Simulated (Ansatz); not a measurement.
## A series in volume scale on Au

Plane-wave DFT, scalar-relativistic PAW made under PBE with cores redone for the functional, no dispersion; the given relaxed cell is scaled uniformly, energy at zero smearing counts from the unscaled cell, pressure at the given Fermi-Dirac smearing is positive in compression. The results are calculated, by Ansatz 0.2.0.

The cell before it is scaled or strained (space group Im-3m, No. 229):
```
cell vectors (Å)
  -1.6066     1.6066     1.6066
   1.6066    -1.6066     1.6066
   1.6066     1.6066    -1.6066
atoms (fractions of the cell vectors)
Au  0.00000  0.00000  0.00000
```

Settings of every row: spin polarised no; functional LDA; wave cutoff 420 eV; smearing width 0.1 eV; k mesh 15x15x15.

Atom starting moment: 0 on all atoms.

Limits: no spin-orbit coupling, which can matter with elements this heavy; the cell comes from a prototype or a list of computed structures and needn't be the stable phase.

```csv
row,volume scale,V (Å³/atom),energy change per atom (meV),pressure (GPa)
1,0.88,14.597,198.1,36
2,0.92,15.261,81.61,20.96
3,0.96,15.924,19.78,9.4
4,1.04,17.251,12.5,-6.27
5,1.08,17.915,?,?
6,1.12,18.578,105.3,-15.3
```

Question: what energy change per atom and pressure should row 5 give?

Worked fit of energy change per atom. Take u = (V_r/V)^(2/3) − 1 with V_r = 15.924 Å³ an atom, which is twice the finite (Eulerian) strain; such expansions in the strain, on which the Birch-Murnaghan equation of state is built, carry the rest volume and the bulk modulus. The shown rows have u = 0.05972, 0.02876, 0, -0.05196, -0.09766. Least squares give energy change per atom = 21.127 + 1488.22 × u + 24210.7 × u² meV; a straight line predicts inner rows, each left out in turn, worse (root mean square 69 against 4.3 meV). The rows lie off it by 1.75, -2.34, -1.35, 3.34, -1.40 (root mean square 2.2 meV). The withheld row has u = -0.07554, so the fit gives 21.127 + 1488.22 × (-0.07554) + 24210.7 × (-0.07554)² = 46.86 meV.

The calculation gave 49.63 meV. The fit lies 2.77 meV (5.6 % of the value, 1.5 % of the column's range) below it; its largest miss of a shown row is 3.34 meV.

Worked fit of pressure. Take u = (V_r/V)^(2/3) − 1 with V_r = 15.924 Å³ an atom, which is twice the finite (Eulerian) strain; such expansions in the strain, on which the Birch-Murnaghan equation of state is built, carry the rest volume and the bulk modulus. The shown rows have u = 0.05972, 0.02876, 0, -0.05196, -0.09766. Least squares give pressure = 9.489 + 370.13 × u + 1201 × u² GPa; a straight line predicts inner rows, each left out in turn, worse (root mean square 3.4 against 0.3 GPa). The rows lie off it by 0.12, -0.17, -0.09, 0.23, -0.10 (root mean square 0.15 GPa). The withheld row has u = -0.07554, so the fit gives 9.489 + 370.13 × (-0.07554) + 1201 × (-0.07554)² = -11.62 GPa.

The calculation gave -11.43 GPa. The fit lies 0.19 GPa (1.7 % of the value, 0.37 % of the column's range) below it; its largest miss of a shown row is 0.23 GPa.
